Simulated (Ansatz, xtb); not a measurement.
**Two isomers of C5H6BNO**

Structure X: `Bn1cccc1C=O`, a singlet. Structure Y: `Bc1cccn1C=O`, a singlet. Both are isolated molecules in the gas phase, relaxed with PBE-D3(BJ)/def2-SVP, each in the lowest conformer that the search found.

X (Å):

```xyz
14

C     0.5509    0.9066   -0.3139
C     1.7167    0.2528   -0.6622
C     1.4516   -1.1465   -0.5505
C     0.1314   -1.3074   -0.1370
C    -0.5255   -2.5924    0.0978
B    -1.7708    0.3499    0.4135
N    -0.4383   -0.0236    0.0126
O    -1.6745   -2.7921    0.4650
H    -2.5803   -0.4992    0.6777
H    -1.9935    1.5422    0.4581
H     0.3201    1.9768   -0.2653
H     2.6575    0.7261   -0.9643
H     2.1487   -1.9701   -0.7491
H     0.1817   -3.4533   -0.1068
```

Y (Å):

```xyz
14

C     0.1840   -1.5069    1.1048
C    -0.3123   -0.8257    2.2319
C     0.4808    0.3273    2.4745
C     1.4669    0.3550    1.4942
C     2.1295   -1.0168   -0.4319
B    -0.3465   -2.7841    0.4809
N     1.2971   -0.7355    0.6731
O     3.0666   -0.3169   -0.7493
H     0.1510   -3.3032   -0.5001
H    -1.3168   -3.3019    0.9984
H    -1.1808   -1.1605    2.8123
H     0.3554    1.0652    3.2751
H     2.2862    1.0558    1.2979
H     1.8131   -1.9504   -0.9606
```

Question: Estimate which is lower in electronic energy at CCSD(T)/def2-SVP + ΔMP2/def2-TZVPP, and by roughly how much.

Answer: The CCSD(T)/def2-SVP + ΔMP2/def2-TZVPP calculation puts structure X lower, by 0.473 eV.

Level by level:

```
                             level             geometry  E(Y) − E(X) (eV)  departure from the last row (eV)  job, with rough time for the two
                          GFN2-xTB             GFN2-xTB              +0.429                            −0.044              optimisation, 0.13 s
                         HF/STO-3G             GFN2-xTB              +0.735                            +0.262              single point, 0.52 s
                r2SCAN-D4/def2-SVP             GFN2-xTB              +0.422                            −0.051               single point, 3.3 s
               PBE-D3(BJ)/def2-SVP  PBE-D3(BJ)/def2-SVP              +0.402                            −0.071                optimisation, 24 s
                       HF/def2-SVP  PBE-D3(BJ)/def2-SVP              +0.463                            −0.011           part of the CCSD(T) run
                      MP2/def2-SVP  PBE-D3(BJ)/def2-SVP              +0.488                            +0.015           part of the CCSD(T) run
                  CCSD(T)/def2-SVP  PBE-D3(BJ)/def2-SVP              +0.485                            +0.011                      single point
CCSD(T)/def2-SVP + ΔMP2/def2-TZVPP  PBE-D3(BJ)/def2-SVP              +0.473                                                  single point, 68 s
```

As drawn, Y has 1 C–B, 1 C–N in place of 1 B–N, 1 C–C.

The levels shown agree on the order. The largest departure from CCSD(T)/def2-SVP + ΔMP2/def2-TZVPP is that of HF/STO-3G, 0.262 eV. The last row adds to CCSD(T) the change of the MP2 difference between the two basis sets, here −0.011 eV.

With thermal terms from frequencies at re-optimised GFN2-xTB minima (ideal gas, soft modes damped towards free rotors, one conformer each, 298.15 K, 1 atm): the zero-point term adds −0.008 eV; ΔH is +0.466 and ΔG +0.469 eV.

The correlated steps freeze 8 core orbitals. Programs: Ansatz 0.2.0, xtb 6.7.1; the last row on 2 threads of Intel(R) Xeon(R) 6975P-C (Granite Rapids) on a shared host.

The preference for X is mainly a matter of which substituent sits on nitrogen. In X the BH2 group lies in the ring plane, so its empty p orbital can accept π density from nitrogen, reinforcing an already strong, polar B–N σ bond. Y has a C–B bond instead, with weaker π donation from the ring carbon. Amide resonance in its N-formyl group is weak, because the pyrrole lone pair belongs to the aromatic sextet. The carbonyl oxygen in X is too far from boron for a dative B–O bond, so chelation does not explain the ordering.

Hartree–Fock in the def2-SVP basis already gives +0.463 eV, so differential correlation is small. The HF/STO-3G excess probably reflects the minimal basis, which describes polar bonds and π delocalisation unevenly. The total difference does not separate the boron and formyl contributions; matching singly substituted pyrroles would be needed for that.
